Fuse seven six-membered rings into one molecule, put a boron and a nitrogen atom side by side in an end ring, and the result has the formula C₂₈H₁₈BN. Each of its 28 carbon atoms, and the boron and nitrogen too, brings one p orbital to a shared π system. Thirty such orbitals combine into thirty molecular levels, half of them filled. The question here is whether the filled levels, which a calculation describes comparatively well, can tell where the empty ones lie.

Kohn–Sham orbitals of neutral singlet C₂₈H₁₈BN in the gas phase, computed with PySCF 2.14.0 at the wB97X-D/def2-SVP level with density fitting, at a GFN2-xTB geometry. Atom weights are fractions of an orbital from Löwdin populations.

```
row  orbital energy (eV)  orbital label  orbital largest atom weight
  1               -9.140         HOMO-4                        0.100
  2               -8.340         HOMO-3                        0.100
  3               -8.190         HOMO-2                        0.120
  4               -7.480         HOMO-1                        0.130
  5               -7.180           HOMO                        0.130
  6               -0.310           LUMO                        0.110
  7                0.230         LUMO+1                        0.100
  8                    ?         LUMO+2                            ?
  9                    ?         LUMO+3                            ?
```

HOMO is the highest filled orbital and LUMO the lowest empty one; HOMO-1 is the next one down, LUMO+1 the next one up. The filled levels are unevenly spaced. HOMO-2 and HOMO-3 form a close couple only 0.15 eV apart, with much wider steps above and below it. If the empty levels know anything about the filled ones, that unevenness should leave a trace among them.

The last column gives the share of an orbital that sits on its most heavily loaded atom. In the known rows this share never exceeds 0.13, so at least eight atoms are needed to hold any of these orbitals. None of them belongs to the boron or the nitrogen alone. They are waves spread over the ring framework, and it is the framework that should set their energies.

That framework has a special property. Because every ring has six members, the atoms can be coloured black and white so that each black atom has only white neighbours, and each white atom only black ones. Suppose for the moment that all atoms are alike and that only neighbours interact. An orbital is then lowered when its wave has the same sign on neighbouring atoms and raised when the signs are opposite.

Now take any filled orbital and reverse its sign on the white atoms only. Every bond joins a black atom to a white one, so every bonding contact becomes equally antibonding, and every antibonding contact becomes bonding. The new wave is also an allowed orbital, as far above the centre of the spectrum as the old one was below it. Its share on each atom is unchanged, since a share is the square of the wave. The empty levels are therefore a mirror image of the filled ones:

E(empty) = 2C − E(filled)

Here E is an orbital energy and C is the energy of the mirror. Electron exchange pushes the filled and empty levels far apart, but in the simplest theory of interacting π electrons the mirror survives this.

Two complete pairs are known, and they fix C. The midpoint of HOMO and LUMO is −3.745 eV, and that of HOMO-1 and LUMO+1 is −3.625 eV. Their mean, −3.685 eV, is the only fitted number. The partner of HOMO-2 then follows, for a level that took no part in the fit:

E(LUMO+2) = 2 × (−3.685 eV) + 8.19 eV = 0.82 eV

The same step from HOMO-3 puts LUMO+3 at 0.97 eV. For an error bar there is one guide: a mirror placed by the first pair alone misses LUMO+1 by 0.24 eV. I take ±0.3 eV for each level, which gives 0.52 to 1.12 eV for LUMO+2 and 0.67 to 1.27 eV for LUMO+3. For the largest atom weight the forecast is the mean of the known rows, 0.11, with a range of 0.08 to 0.14 for both orbitals.

The sharper forecast concerns the distance between the two levels. The mirror copies the close filled couple, so LUMO+2 and LUMO+3 should lie 0.15 eV apart, with a range of 0 to 0.4 eV, and closer together than LUMO and LUMO+1. A plain alternative is an even ladder that repeats the 0.54 eV step from LUMO to LUMO+1. It puts LUMO+2 at 0.77 eV, almost where the mirror does, but LUMO+3 at 1.31 eV. The spacing is what tells the two pictures apart.

The withheld rows as computed:

```
row  orbital energy (eV)  orbital label  orbital largest atom weight
  8                0.610         LUMO+2                        0.130
  9                1.150         LUMO+3                        0.110
```

Both energies fall inside their ranges: the mirror is 0.21 eV too high for LUMO+2 and 0.18 eV too low for LUMO+3. Both atom weights are also within range, so no single atom dominates either orbital. The spacing, however, is a clear miss. It is 0.54 eV, outside the forecast range and no smaller than the step from LUMO to LUMO+1.

On these two levels the ladder does slightly better, with both of its values 0.16 eV too high, and it gets the spacing right. Yet it offers no reason why the steps should be equal, and the step from LUMO+1 to LUMO+2, at 0.38 eV, is not. The more instructive question is why the mirror finds the right region and then fails on the spacing. Its two errors have opposite signs, so they nearly cancel in the average position of the couple and add up in the distance between its members.

Theory suggests how such a pattern can arise. Boron holds a π electron less tightly than carbon does, and nitrogen holds it more tightly. An orbital is therefore pushed up in proportion to its share on boron and pulled down in proportion to its share on nitrogen. Mirror partners have the same shares, so to a first approximation both move by the same amount in the same direction. A pair keeps its width, but its midpoint moves. In the computed orbitals the shares match well for some pairs and poorly for others. The full output of the run names the four most heavily loaded atoms of each orbital. HOMO-2 and LUMO+2 have all four in common, HOMO and LUMO three, HOMO-3 and LUMO+3 two, and HOMO-1 and LUMO+1 only one. Boron and nitrogen also mix neighbouring levels, and this is expected to change the shares of two partners in opposite directions.

Consider two neighbouring pairs, and let the outer one be shifted upwards relative to the inner one by an amount d. Its filled member moves towards the filled member of the inner pair, while its empty member moves away from the empty member of the inner pair. If s is the spacing that a perfect mirror would give on both sides, then

filled spacing = s − d
empty spacing = s + d

The midpoint of HOMO-3 and LUMO+3 lies about 0.2 eV above that of HOMO-2 and LUMO+2, which is d. The perfect spacing s is then about 0.35 eV. Two spacings always fix two unknowns, so this is a way of reading the numbers and not a test of the cause. The leading atoms do offer a hint. Those of HOMO-2 and LUMO+2 all lie in the two rings farthest from boron and nitrogen, so this pair should feel them least. HOMO-3 and LUMO+3 each have a leading atom in the ring that holds boron and nitrogen. That fits a shift of one pair relative to the other, but the exact shares on boron and nitrogen are not listed, so its upward direction remains unexplained. The size is at least possible: site energies that differ from carbon's by an electronvolt or more, multiplied by shares of up to a tenth, would give shifts of up to tenths of an electronvolt.

Read in this way, the close filled couple was a misleading guide. Its narrowness need not come from the ring framework; it can be a wider spacing that the shifts have partly closed. The mirror took the narrow gap at face value and copied it to the side where the same shifts open it. The first two pairs had already given a milder warning, with 0.30 eV between the filled levels and 0.54 eV between the empty ones.

Boron and nitrogen need not be the only culprits. Neighbouring p orbitals overlap, and overlap raises antibonding levels more than it lowers bonding ones, which also stretches the empty side. In its simplest form this would lift the midpoints steadily from the inner pairs to the outer ones. They do not rise steadily, since the third lies lowest of the four, so overlap in that form is not the whole story. The shape may matter too. The four rings at the boron end curl round so that two hydrogen atoms crowd each other, which can twist the framework and mix some σ character into the π levels. The geometry itself comes from a simpler tight-binding method.

The numbering of the empty levels also needs care. From LUMO+1 upwards their energies are positive. Taken at face value, this means that an electron placed there would not be bound to the molecule, though orbital energies are only approximate attachment energies and LUMO+1 lies close to zero. The compact basis set keeps such levels close to the atoms, where they can still resemble π orbitals. With diffuse functions, spread-out levels could appear among them, and the label LUMO+2 might pass to a quite different orbital.

In an organic semiconductor, charge transport relies mainly on the frontier levels. HOMO-1 lies below HOMO by nearly twelve times the thermal energy at room temperature, so in a single molecule a hole stays almost entirely in HOMO. Even the frontier energies are only approximate guides to charge injection. Total energies of the neutral molecule and its ions give a gap of 6.97 − 0.51 = 6.46 eV, against 6.87 eV between the orbitals, and neither value is the energy at which the molecule absorbs light.

One assumption runs through all of this: that partners can be matched by their order in energy. HOMO-2 and HOMO-3 lie so close together that a modest shift could have exchanged them, and LUMO+2 might then be the mirror image of HOMO-3. The energies cannot settle this, but the leading atoms can: LUMO+2 has the same four as HOMO-2 and none of those of HOMO-3. The match is much weaker for HOMO-1 and LUMO+1, one of the two pairs that fixed the mirror. Before one orbital is used to forecast another, it is worth checking that the two sit on the same atoms.
